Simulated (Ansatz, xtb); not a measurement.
## Ligand exchange: C2H3I + SiH3I → C2H6Si + I2

Species: C2H3I (vinyl iodide) `C=CI`, singlet; SiH3I `[SiH3]I`, singlet; C2H6Si (vinylsilane) `C=C[SiH3]`, singlet; I2 (iodine), singlet. The partners trade I for SiH3: C–I and I–SiH3 bonds give way to C–SiH3 and I–I.

Shapes, held fixed at every level: PBE0-D4/def2-TZVP. Programs: Ansatz 0.2.0, xtb 6.7.1. The zero-point and thermal change to 298 K, harmonic and unscaled (PBE0-D4/def2-TZVP), is +1.7 kJ/mol.

Estimate ΔH(298 K) of this reaction.

The highest level, CCSD(T)/def2-TZVPP, gives ΔH(298 K) = +48.6 kJ/mol; the levels span +32.4 to +110.3. GFN1-xTB strays far from the other rows. The column of differences is taken from that level and isn't an error. No measured value is set beside it here. For atoms past krypton def2 sets carry core potentials with scalar relativity. Correlated rows may include outer-core shells of I, which these sets cover unevenly.

```
                level                   kind  ΔH(298 K) (kJ/mol)  less CCSD(T)/def2-TZVPP
             GFN1-xTB         semi-empirical              +110.3                    +61.7
          HF/def2-SVP           Hartree–Fock               +32.4                    -16.2
     SPW92/def2-TZVPP                    LDA               +43.3                     -5.3
    PBE-D4/def2-TZVPP                    GGA               +37.9                    -10.7
r2SCAN0-D4/def2-TZVPP          global hybrid               +42.9                     -5.7
    B2PLYP/def2-TZVPP          double hybrid               +39.9                     -8.7
         MP2/def2-SVP    perturbation theory               +47.6                     -1.0
   CCSD(T)/def2-TZVPP  coupled cluster or CI               +48.6                      0.0
```

The exchange is endothermic at every level, and with a thermal term of only +1.7 kJ/mol the cost is almost wholly electronic. It reflects the bonds traded: the strong, polar Si–I bond and the C–I bond give way to a polar C–Si bond and the weak, homopolar I–I bond, in which diffuse 5p orbitals overlap poorly and lone pairs repel. The new C–Si bond repays only part of the loss. As two molecules form from two, the entropy change is probably small, which suggests that equilibrium favours the iodides.

In the shared def2-SVP basis, correlation raises the enthalpy from +32.4 at Hartree–Fock to +47.6 kJ/mol at MP2, so it favours the reactants on balance. MP2's closeness to CCSD(T) may owe something to cancellation between basis and correlation errors. The density functionals all fall below CCSD(T) but do not improve steadily with rung, LDA lying closer than the double hybrid. Spin-orbit stabilisation, which need not cancel between I2 and the separate iodides, could still shift the value.
